\section{Threshold voltage with a channel implant: dose and centroid}

A shallow implant under the gate oxide sets the threshold voltage of a MOS structure almost independently of the doping deeper in the substrate. As long as the implant is fully depleted, the electrostatics retains only two numbers from its profile, the dose and the mean depth.

\subsection{Premises and conventions}

The structure has a gate G, a $p$-type body B and an $n^+$ region S that contacts the inversion layer. The depth $x$ is measured from the oxide interface into the silicon. The potential $\psi(x)$ is measured from the neutral bulk, $\psi_s=\psi(0)$, and the field is $\mathcal{E}=-d\psi/dx$. The elementary charge is $q>0$, $\phi_t=kT/q$, $\varepsilon_s$ and $\varepsilon_{ox}$ are permittivities, and $C_{ox}=\varepsilon_{ox}/t_{ox}$ and all charges $Q$ are per unit area. The premises are these.
\begin{enumerate}
\item The gate is long and wide compared with the depletion depth, so the problem is one-dimensional.
\item The net acceptor density is $N(x)=N_B+N_i(x)$ with $N_B$ constant. The implant $N_i$ counts electrically active atoms in the silicon, positive for acceptors and negative for donors, and it vanishes for $x>x_1$. All dopants are ionized.
\item Carriers obey Boltzmann statistics with position-independent $n_i$. Holes are in equilibrium with B and electrons near the surface with S, which is reverse biased by $V_{SB}\ge 0$:
\begin{equation}
p=N_B\,e^{-\psi/\phi_t},\qquad n=N_B\,e^{(\psi-2\phi_F-V_{SB})/\phi_t},\qquad \phi_F=\phi_t\ln\frac{N_B}{n_i}.
\label{eq:carriers}
\end{equation}
\item Depletion approximation: mobile carriers are neglected for $0<x<W$, the silicon is neutral beyond $W$, and $\psi(W)=\mathcal{E}(W)=0$.
\item Threshold is the gate bias at which $\psi_s=\phi_0+V_{SB}$ with the inversion charge neglected. The constant $\phi_0$ is the same with and without the implant. We take $\phi_0=2\phi_F$, at which \eqref{eq:carriers} gives $n(0)=N_B$.
\item The gate is an ideal conductor, the oxide charge is a fixed sheet $Q_o$ at the interface, and interface traps are absent.
\end{enumerate}
The dose and the centroid are
\begin{equation}
D=\int_0^{x_1}N_i\,dx,\qquad D\,x_c=\int_0^{x_1}x\,N_i\,dx .
\label{eq:moments}
\end{equation}

\subsection{Gate voltage in terms of surface potential and charge}

Going from the body contact through the silicon and the oxide to the gate contact, the potential drops add up to $V_{GB}=\phi_{MS}+\psi_{ox}+\psi_s$. Here $\phi_{MS}$ is the work-function difference between the gate and the \emph{neutral bulk}, because that is where $\psi=0$ and where the body contact is made. The gate charge is $C_{ox}\psi_{ox}$, and overall neutrality sets it equal to $-(Q_o+Q_s)$, with $Q_s$ the total charge in the silicon. Hence
\begin{equation}
V_{GB}=V_{FB}+\psi_s-\frac{Q_s}{C_{ox}},\qquad V_{FB}=\phi_{MS}-\frac{Q_o}{C_{ox}} .
\label{eq:balance}
\end{equation}
The implant does not alter $V_{FB}$ so defined. In the implanted structure the bands are not flat at $V_{GB}=V_{FB}$; the symbol stands for the flat-band voltage of the same structure without the implant.

\subsection{Two integrals of Poisson's equation}

In the depleted layer $d\mathcal{E}/dx=-qN(x)/\varepsilon_s$. Integrating from $x$ to $W$, where the field vanishes,
\begin{equation}
\mathcal{E}(x)=\frac{q}{\varepsilon_s}\int_x^W N(x')\,dx',\qquad -Q_s=\varepsilon_s\mathcal{E}(0)=q\int_0^W N\,dx .
\label{eq:field}
\end{equation}
The surface potential is the integral of the field, which is done by parts:
\begin{equation}
\psi_s=\int_0^W\mathcal{E}\,dx=\Big[x\,\mathcal{E}\Big]_0^W-\int_0^W x\,\frac{d\mathcal{E}}{dx}\,dx=\frac{q}{\varepsilon_s}\int_0^W x\,N\,dx .
\label{eq:potential}
\end{equation}
The boundary term vanishes because $x=0$ at one limit and $\mathcal{E}=0$ at the other. The charge is thus the zeroth moment of the depleted doping and the surface potential is its first moment. No other property of $N(x)$ enters \eqref{eq:balance}.

Now let the implant lie wholly inside the depletion layer, $x_1\le W$. The integrals over $N_i$ then take their full values \eqref{eq:moments}, independent of $W$:
\begin{equation}
-Q_s=q\,(N_BW+D),\qquad \psi_s=\frac{qN_BW^2}{2\varepsilon_s}+\frac{qDx_c}{\varepsilon_s}.
\label{eq:two}
\end{equation}
The term $qDx_c/\varepsilon_s$ is the potential drop produced by the field lines that end on the implant; it equals the drop across a slab of thickness $x_c$ in the field $qD/\varepsilon_s$ of a charge sheet. What remains of $\psi_s$ is available to deplete the background.

\subsection{The threshold voltage}

Set $\psi_s=\phi_0+V_{SB}$ and solve the second relation in \eqref{eq:two} for $W$:
\begin{equation}
W=\sqrt{\frac{2\varepsilon_s}{qN_B}\Big(\phi_0+V_{SB}-\frac{qDx_c}{\varepsilon_s}\Big)}=\sqrt{W_0^2-\frac{2Dx_c}{N_B}},\qquad W_0=\sqrt{\frac{2\varepsilon_s(\phi_0+V_{SB})}{qN_B}} .
\label{eq:W}
\end{equation}
$W_0$ is the depletion depth of the unimplanted structure at the same $V_{SB}$. With the body-effect coefficient of the background,
\begin{equation}
\gamma_B=\frac{\sqrt{2q\varepsilon_sN_B}}{C_{ox}},
\end{equation}
the first form of \eqref{eq:W} gives $qN_BW/C_{ox}=\gamma_B\sqrt{\phi_0+V_{SB}-qDx_c/\varepsilon_s}$, since $(qN_B)^2\cdot 2\varepsilon_s/(qN_B)=2q\varepsilon_sN_B$. The threshold voltage is referred to S, so $V_T=V_{GB}-V_{SB}$. Inserting \eqref{eq:two} in \eqref{eq:balance}, the $V_{SB}$ contained in $\psi_s$ cancels, and
\begin{equation}
\boxed{V_T=V_{FB}+\phi_0+\frac{qD}{C_{ox}}+\gamma_B\sqrt{\phi_0+V_{SB}-\frac{qDx_c}{\varepsilon_s}}}
\label{eq:VT}
\end{equation}
A sheet, a box and a bell-shaped profile with the same $D$ and $x_c$ have the same threshold at every $V_{SB}$ for which each is fully depleted. The condition $x_1\le W$ reads, from \eqref{eq:W},
\begin{equation}
D\,x_c\le \tfrac12 N_B\,(W_0^2-x_1^2),
\label{eq:inside}
\end{equation}
which is stricter than a positive radicand in \eqref{eq:VT}. Since $W_0$ grows with $V_{SB}$, a condition met at $V_{SB}=0$ is met at all reverse biases.

\subsection{The shift and its small-dose limit}

Let $V_{T}^{(0)}$ be \eqref{eq:VT} at $D=0$. The difference is $\Delta V_T=(q/C_{ox})\,[D-N_B(W_0-W)]$. From \eqref{eq:W}, $(W_0-W)(W_0+W)=2Dx_c/N_B$, so that without further approximation
\begin{equation}
\Delta V_T=\frac{qD}{C_{ox}}\left(1-\frac{2x_c}{W_0+W}\right).
\label{eq:shift}
\end{equation}
For an implant of one sign, $x_c\le x_1\le W$. If also $x_c<W_0$, which is automatic for acceptors because then $W<W_0$, the bracket lies between 0 and 1: the shift has the sign of $D$ and never exceeds $q|D|/C_{ox}$. Define
\begin{equation}
\eta=\frac{2Dx_c}{N_BW_0^2}=\frac{qDx_c/\varepsilon_s}{\phi_0+V_{SB}},\qquad W=W_0\sqrt{1-\eta}.
\end{equation}
Then $2/(1+\sqrt{1-\eta})=1+\eta/4+\eta^2/8+\dots$ for $|\eta|<1$, and
\begin{equation}
\Delta V_T=\frac{qD}{C_{ox}}\left[1-\frac{x_c}{W_0}\Big(1+\frac{\eta}{4}+\frac{\eta^2}{8}+\dots\Big)\right]\;\longrightarrow\;\frac{qD}{C_{ox}}\Big(1-\frac{x_c}{W_0}\Big)\quad(|\eta|\ll1).
\label{eq:linear}
\end{equation}
The linear law has a simple meaning. At fixed $\psi_s$ the planes $x=0$ and $x=W_0$ act on a small added charge like two grounded plates. A sheet at depth $x_c$ induces the fraction $1-x_c/W_0$ of its countercharge on the surface side, where the gate must supply it, and the fraction $x_c/W_0$ at the depletion edge, where it appears as a retreat of $W$. An implant at the interface acts like oxide charge, and one at the depletion edge has no first-order effect.

Differentiating \eqref{eq:VT},
\begin{equation}
\frac{dV_T}{dV_{SB}}=\frac{\gamma_B}{2\sqrt{\phi_0+V_{SB}-qDx_c/\varepsilon_s}}=\frac{\varepsilon_s}{C_{ox}W}\equiv m-1 .
\label{eq:slope}
\end{equation}
The same factor converts a small change of $\phi_0$ into $\delta V_T=m\,\delta\phi_0$. At large $V_{SB}$, $W\to W_0$ in ratio, the body effect returns to that of the background, and $\Delta V_T\to qD/C_{ox}$.

\subsection{Counter-doping}

Nothing in \eqref{eq:field}--\eqref{eq:VT} required $N_i>0$. For donors $D=-|D|$ with $x_c>0$, so
\begin{equation}
V_T=V_{FB}+\phi_0-\frac{q|D|}{C_{ox}}+\gamma_B\sqrt{\phi_0+V_{SB}+\frac{q|D|x_c}{\varepsilon_s}},
\label{eq:counter}
\end{equation}
and $W>W_0$. Premises 4 and 5 now impose a new condition. By \eqref{eq:carriers} electrons gather where $\psi$ is largest, and the derivation assumed this to be the surface. It is so if \eqref{eq:field} is positive throughout,
\begin{equation}
N_B(W-x)>\int_x^{x_1}|N_i|\,dx'\qquad(0\le x<W).
\label{eq:positive}
\end{equation}
The case $x=0$ is necessary for any profile: $N_BW>|D|$. Squaring with $W^2=W_0^2+2|D|x_c/N_B$ gives $|D|^2-2N_Bx_c|D|-N_B^2W_0^2<0$, that is
\begin{equation}
|D|<N_B\Big(x_c+\sqrt{x_c^2+W_0^2}\Big).
\label{eq:buried}
\end{equation}
For a box that starts at the surface this is also sufficient: where the box overcompensates the background the field rises with depth and is smallest at $x=0$, and where it does not, \eqref{eq:positive} holds trivially. For a sheet the field is smallest just above it, and $N_B(W-x_c)>|D|$ gives $|D|<N_B\sqrt{W_0^2-x_c^2}$, the cross terms cancelling on squaring. Beyond \eqref{eq:buried} the potential maximum lies inside the silicon, a buried channel conducts before the surface reaches $\phi_0+V_{SB}$, and \eqref{eq:counter} is not the threshold.

\subsection{Range of validity}

\paragraph{Implant tail beyond the depletion edge.} Let $N_i\ge0$ extend to any depth, with $D$ and $x_c$ taken over the whole profile, and let $W^*$ solve \eqref{eq:potential}. With $T_0=\int_{W^*}^\infty N_i\,dx$ and $T_1=\int_{W^*}^\infty xN_i\,dx$, the potential condition is $N_BW^{*2}/2+Dx_c-T_1=N_BW_0^2/2$, so $N_B(W^*-W)=2T_1/(W^*+W)$ with $W$ from \eqref{eq:W}, assumed real. The depleted dose is $N_BW^*+D-T_0$. The threshold therefore exceeds \eqref{eq:VT} by
\begin{equation}
\delta V_T=\frac{q}{C_{ox}}\int_{W^*}^\infty\Big(\frac{2x}{W^*+W}-1\Big)N_i\,dx .
\label{eq:tail}
\end{equation}
The weight is small near the depletion edge, so a modest tail matters little.

\paragraph{Holes at the depletion edge.} Keep $p$ from \eqref{eq:carriers}, so that $\psi''=(q/\varepsilon_s)[N_B(1-e^{-\psi/\phi_t})+N_i]$. Write $\psi=\psi_u+\psi_i$, where $\psi_i''=qN_i/\varepsilon_s$ and $\psi_i=0$ for $x\ge x_1$. The integrations \eqref{eq:field} and \eqref{eq:potential} applied to $\psi_i$ give $-\psi_i'(0)=qD/\varepsilon_s$ and $\psi_i(0)=qDx_c/\varepsilon_s$. For $x>x_1$, $\psi_u=\psi$ obeys the equation of the uniform substrate. For $x<x_1$ it does so too if $\psi(x_1)\gg\phi_t$, because the exponential is then negligible whether it contains $\psi$ or $\psi_u$. Multiplying that equation by $\psi_u'$ and integrating from the bulk,
\begin{equation}
\psi_u'^{\,2}=\frac{2qN_B}{\varepsilon_s}\left[\psi_u-\phi_t+\phi_t\,e^{-\psi_u/\phi_t}\right].
\label{eq:first}
\end{equation}
At the surface $\psi_u=\psi_s-qDx_c/\varepsilon_s$ and the exponential drops out. Equation \eqref{eq:VT} survives with $-\phi_t$ added under the root, still a function of $D$ and $x_c$ alone. In the depletion approximation $\psi(x_1)=\phi_t(W-x_1)^2/2L_D^2$ with $L_D=\sqrt{\varepsilon_s\phi_t/qN_B}$, so ``wholly inside'' means that $W-x_1$ exceeds two or three Debye lengths.

\paragraph{The choice of $\phi_0$.} Premise 5 is a definition, and other definitions move $\phi_0$ when the implant is added. Near the surface $\psi\approx\psi_s-\mathcal{E}_sx$, so \eqref{eq:carriers} integrates to
\begin{equation}
|Q_I|=q\,n(0)\,\ell,\qquad \ell=\phi_t/\mathcal{E}_s,\qquad \mathcal{E}_s=q(N_BW+D)/\varepsilon_s .
\label{eq:QI}
\end{equation}
A threshold defined by a fixed $Q_I$ needs $n(0)\propto\mathcal{E}_s$, hence $\delta\phi_0\approx\phi_t\ln(\mathcal{E}_s/\mathcal{E}_{s0})$, with $\mathcal{E}_{s0}=qN_BW_0/\varepsilon_s$. Since $\mathcal{E}_s$ depends only on $D$ and $x_c$, so does this correction. The profile shape enters at the next order: for doping constant over a few $\ell$, the curvature term $qN(0)x^2/2\varepsilon_s$ in $\psi$, averaged with $\langle x^2\rangle=2\ell^2$, raises $Q_I$ by the fraction $[N(0)/N_B]\,\ell^2/L_D^2$. The definition $n(0)=N(0)$, in contrast, gives $\delta\phi_0=\phi_t\ln[N(0)/N_B]$ and brings in the shape through the definition itself.

\paragraph{Quantization.} In the triangular well the levels for motion along $x$ are $E_j=a_j(\hbar^2q^2\mathcal{E}_s^2/2m_x)^{1/3}$, with $-a_j$ the zeros of the Airy function Ai. Put $s=E_j/(a_jkT)$. The classical partition function $\int dx\,dp\,e^{-H/kT}/h$ equals $1/(2\sqrt{\pi}s^{3/2})$, so a nondegenerate valley holds the fraction $r=2\sqrt{\pi}\,s^{3/2}\sum_je^{-sa_j}$ of its classical charge. At fixed $Q_I$ this adds $-\phi_t\ln\bar r$ to $\phi_0$, with $\bar r$ the average over valleys, which have equal classical populations. It is again a function of $\mathcal{E}_s$ only.

\paragraph{Summary of conditions.} Equation \eqref{eq:VT} holds for a long and wide gate, nondegenerate doping and full activation of the counted dose, if \eqref{eq:inside} is met with a margin of a few $L_D$ and, for donors, \eqref{eq:positive} is met with $\ell\ll W$. The linear law needs in addition $|\eta|\ll1$; its leading departure from \eqref{eq:shift} is $(qD/C_{ox})(x_c/W_0)\,\eta/4$. When the channel length approaches $W$, the junctions support part of both $N_BW$ and $D$, and premise 1 fails.

\subsection{Numerical illustration}

Take boron with $D=5\times10^{11}$ cm$^{-2}$ and $x_c=50$ nm, $N_B=10^{16}$ cm$^{-3}$, 20 nm of SiO$_2$ and $T=300$ K. Typical values serve as inputs: $\varepsilon_s=11.7\,\varepsilon_0$, $\varepsilon_{ox}=3.9\,\varepsilon_0$, $n_i=10^{10}$ cm$^{-3}$, and an $n^+$ polysilicon gate whose Fermi level lies about 0.56 eV above the intrinsic level, with $Q_o=0$. Then $\phi_t=25.85$ mV, $\phi_F=0.357$ V, $\phi_0=0.714$ V, $V_{FB}=-(0.56\ \mathrm{V}+\phi_F)=-0.917$ V, $C_{ox}=172.7$ nF/cm$^2$ and $\gamma_B=0.3337$ V$^{1/2}$. The two implant terms are
\begin{equation}
\frac{qD}{C_{ox}}=0.464\ \mathrm{V},\qquad \frac{qDx_c}{\varepsilon_s}=0.387\ \mathrm{V}.
\end{equation}
At $V_{SB}=0$ the radicand falls from 0.714 V to 0.328 V, the background term from 0.282 V to 0.191 V, and $\eta=0.54$. All entries below are computed from unrounded intermediates.
\begin{center}
\begin{tabular}{ccccccc}
\hline
$V_{SB}$ (V) & $W_0$ (nm) & $W$ (nm) & $V_T^{(0)}$ (V) & $V_T$ (V) & $\Delta V_T$ (V) & linear law (V)\\
\hline
0 & 304 & 206 & 0.079 & 0.452 & 0.373 & 0.388\\
1 & 471 & 414 & 0.234 & 0.646 & 0.412 & 0.415\\
2 & 592 & 549 & 0.347 & 0.770 & 0.423 & 0.425\\
\hline
\end{tabular}
\end{center}
At zero body bias the centroid takes 0.091 V off the dose term. The dose is not small in the sense of \eqref{eq:linear}: the linear law is 15 mV too high, and the $\eta/4$ term brings it to 0.377 V. With $\varepsilon_s/C_{ox}=60$ nm, \eqref{eq:slope} gives $m=1.29$ with the implant and 1.20 without it. All remaining figures refer to $V_{SB}=0$.

\emph{Full depletion.} A box with $N_i=5\times10^{16}$ cm$^{-3}$ from the surface to $x_1=100$ nm has the stated moments. Here $L_D=40.9$ nm and $W-x_1=2.6\,L_D$, and \eqref{eq:inside} would allow up to $8.2\times10^{11}$ cm$^{-2}$. The profile $N_i=(D/x_c)\,e^{-x/x_c}$ also has these moments but never ends. For it $T_0=De^{-W^*/x_c}$ and $T_1=(W^*+x_c)\,T_0$, the root is $W^*=214$ nm, and \eqref{eq:tail} gives 1.6 mV.

\emph{Holes.} The term $-\phi_t$ lowers $V_T$ by 7.7 mV and $V_T^{(0)}$ by 5.2 mV, so the shift becomes 0.370 V. For the box the equation with holes can be integrated without dropping the exponential. With $u=\psi/\phi_t$, $\xi=x/L_D$ and $u_1=u(x_1)$, the first integral inside the box, matched to \eqref{eq:first} at $x_1$, is
\begin{equation}
(du/d\xi)^2=2(u-1+e^{-u})+2(N_i/N_B)(u-u_1),
\end{equation}
and $u_1$ follows from $\int_{u_1}^{u_s}du/|du/d\xi|=x_1/L_D$ with $u_s=\phi_0/\phi_t$. The root is $u_1=3.84$, and the surface field gives a threshold only 0.05 mV above the value with $-\phi_t$ under the root.

\emph{Electrons.} The surface field rises from $4.70\times10^4$ to $1.09\times10^5$ V/cm, and $\ell$ falls from 5.5 to 2.4 nm. The neglected $|Q_I|/C_{ox}$ is 5.1 mV without and 2.2 mV with the implant. Holding $Q_I$ at its unimplanted value needs $\delta\phi_0=22$ mV, which adds 28 mV to $V_T$. The curvature term for the box is 0.02 of $Q_I$, worth 0.5 mV in $\phi_0$. The definition $n(0)=N(0)$ gives $\delta\phi_0=\phi_t\ln6=46$ mV and, through \eqref{eq:VT}, 59 mV in $V_T$ for the box, but nothing for a buried sheet. For a (100) surface, with two valleys of $m_x\approx0.92\,m_0$ and four of $m_x\approx0.19\,m_0$ as typical inputs, quantization adds 21 mV to $\phi_0$ with the implant and 9 mV without it; weighted with the two values of $m$, this adds about 0.02 V to the shift at fixed $Q_I$. These terms are as large as the gap between \eqref{eq:shift} and the linear law or larger, so the third decimal in the table has meaning only within premise 5. The implant raises the threshold by 0.37 V under that definition and by a few tens of millivolts more at fixed inversion charge.

\emph{Opposite sign.} A donor implant of the same dose and centroid would give $W=377$ nm and $N_BW=3.77\times10^{11}$ cm$^{-2}$, less than $|D|$. The surface field would be negative and \eqref{eq:counter} does not apply. The bound \eqref{eq:buried} is $3.58\times10^{11}$ cm$^{-2}$, and for a sheet at 50 nm the potential stays monotonic only below $3.00\times10^{11}$ cm$^{-2}$.